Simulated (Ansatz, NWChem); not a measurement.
**How basis sets differ on C2F4 (tetrafluoroethylene)**

C2F4 has 6 atoms, charge 0, and is taken as a singlet. As SMILES, `FC(F)=C(F)F`. Geometry: relaxed at PBE0-D4/def2-TZVP.

```xyz
6

F     1.1692   -1.1345   -0.7080
C     0.2025   -0.6402    0.0257
F    -0.3375   -1.5206    0.8323
C    -0.1884    0.6188   -0.0411
F     0.3515    1.4993   -0.8476
F    -1.1552    1.1131    0.6926
```

Quantity: the vertical energy of the triplet above the singlet, in eV. The values are calculated.

```tsv
level	kind	program	value (eV)	CPU time (all runs)
HF/STO-3G	Hartree–Fock	NWChem	3.70	3.2 s
HF/3-21G	Hartree–Fock	Ansatz	3.99	3.4 s
HF/6-31G* (spherical functions)	Hartree–Fock	Ansatz	4.14	6.4 s
HF/cc-pVDZ	Hartree–Fock	Ansatz	4.17	2.3 s
HF/jun-cc-pV(D+d)Z	Hartree–Fock	Ansatz	4.14	4 s
HF/aug-cc-pVDZ	Hartree–Fock	Ansatz	4.17	7.4 s
HF/cc-pVTZ	Hartree–Fock	Ansatz	4.19	9.2 s
HF/d-aug-cc-pVDZ	Hartree–Fock	Ansatz	4.17	17 s
```

The values span 3.70 to 4.19 eV. Without the sets that lack polarisation functions the rows with a basis span only 4.14 to 4.19 eV. Times are those of the runs behind each value, whatever else they computed, on shared processors of several kinds: orders of magnitude only.

The triplet energy rises from 3.70 eV in the minimal basis to 3.99 eV with a split valence shell, then settles once polarisation functions are present. The lowest triplet of a planar fluoroalkene is a π→π* state, in which the π bond is essentially cancelled. The small sets probably penalise the singlet more, since its intact π bond gains more from radial flexibility and from polarisation of the density between the carbons. Adding one or two diffuse shells to cc-pVDZ leaves the value at 4.17 eV, as expected for a compact valence triplet rather than a Rydberg state.

This stability marks convergence towards the Hartree–Fock limit, not towards the true excitation energy. Hartree–Fock omits the correlation of the opposite-spin π pair, which stabilises the singlet more than the triplet, so the converged gap is probably too small. Nor does the vertical value give the energy of the relaxed triplet, which can lower its energy by twisting about the C–C bond and pyramidalising at the carbons.
